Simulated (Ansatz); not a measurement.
# Ligand exchange: C3H9ClSi + C3H6AlCl → C3H10Si + C3H5AlCl2

Gas-phase species: C3H9ClSi `CC(C)[SiH2]Cl`, singlet; C3H6AlCl `C=C[CH2][AlH][Cl]`, singlet; C3H10Si `CC(C)[SiH3]`, singlet; C3H5AlCl2 `C=C[CH2][Al]([Cl])[Cl]`, singlet. The partners trade Cl for H: Si–Cl and Al–H bonds give way to Si–H and Al–Cl.

Shapes, held fixed at every level: PBE0-D4/def2-TZVP. Flexible molecules stand in one conformer, not always the lowest. Programs: Ansatz 0.2.0. The zero-point and thermal change to 298 K, harmonic and unscaled (PBE0-D4/def2-TZVP), is +2.1 kJ/mol.

```json
{"level": "PBE-D4/def2-TZVPP", "kind": "GGA", "ΔH(298 K) (kJ/mol)": "-51.4", "less CCSD(T)/CBS estimate": "+6.2"}
{"level": "r2SCAN-D4/def2-TZVPP", "kind": "meta-GGA", "ΔH(298 K) (kJ/mol)": "-55.6", "less CCSD(T)/CBS estimate": "+2.0"}
{"level": "MP2/def2-SVP", "kind": "perturbation theory", "ΔH(298 K) (kJ/mol)": "-68.4", "less CCSD(T)/CBS estimate": "-10.8"}
{"level": "CCSD(T)/def2-SVP", "kind": "coupled cluster or CI", "ΔH(298 K) (kJ/mol)": "-69.8", "less CCSD(T)/CBS estimate": "-12.2"}
{"level": "CCSD(T)/def2-TZVPP", "kind": "coupled cluster or CI", "ΔH(298 K) (kJ/mol)": "-59.3", "less CCSD(T)/CBS estimate": "-1.7"}
{"level": "CCSD/def2-TZVPP", "kind": "coupled cluster or CI", "ΔH(298 K) (kJ/mol)": "-60.4", "less CCSD(T)/CBS estimate": "-2.8"}
{"level": "CCSD(T)/CBS estimate", "kind": "coupled cluster or CI", "ΔH(298 K) (kJ/mol)": "-57.6", "less CCSD(T)/CBS estimate": "0.0"}
```

The highest level, CCSD(T)/CBS estimate, gives ΔH(298 K) = -57.6 kJ/mol; the levels span -69.8 to -51.4. The column of differences is taken from that level and isn't an error. No measured value is set beside it here. The CBS estimate extrapolates MP2 from def2-TZVPP and def2-QZVPP and adds CCSD(T) − MP2 in the triple-zeta set, cores frozen.

The exchange is clearly exothermic at every level, so chlorine prefers aluminium and hydrogen prefers silicon in this pair. Aluminium is the more electropositive centre and gains more from a strongly polar bond to chlorine, while the hydride it gives up is bound more weakly than hydrogen on silicon. Donation from the chlorine lone pairs into the formally empty p orbital of three-coordinate aluminium probably adds to the preference.

Because the number and broad type of bonds are conserved, much of the correlation energy cancels. Triples move the triple-zeta coupled-cluster result only from -60.4 to -59.3 kJ/mol, whereas enlarging the basis from def2-SVP moves CCSD(T) from -69.8 to -59.3 kJ/mol. The close agreement of MP2 and CCSD(T) in the small basis therefore reflects a shared basis-set deficiency, not convergence. Both density functionals give a weaker driving force than the highest level, PBE more so, perhaps through a less balanced description of the polar bonds. Chloride-bridged association of the aluminium species could shift the balance between these monomers.
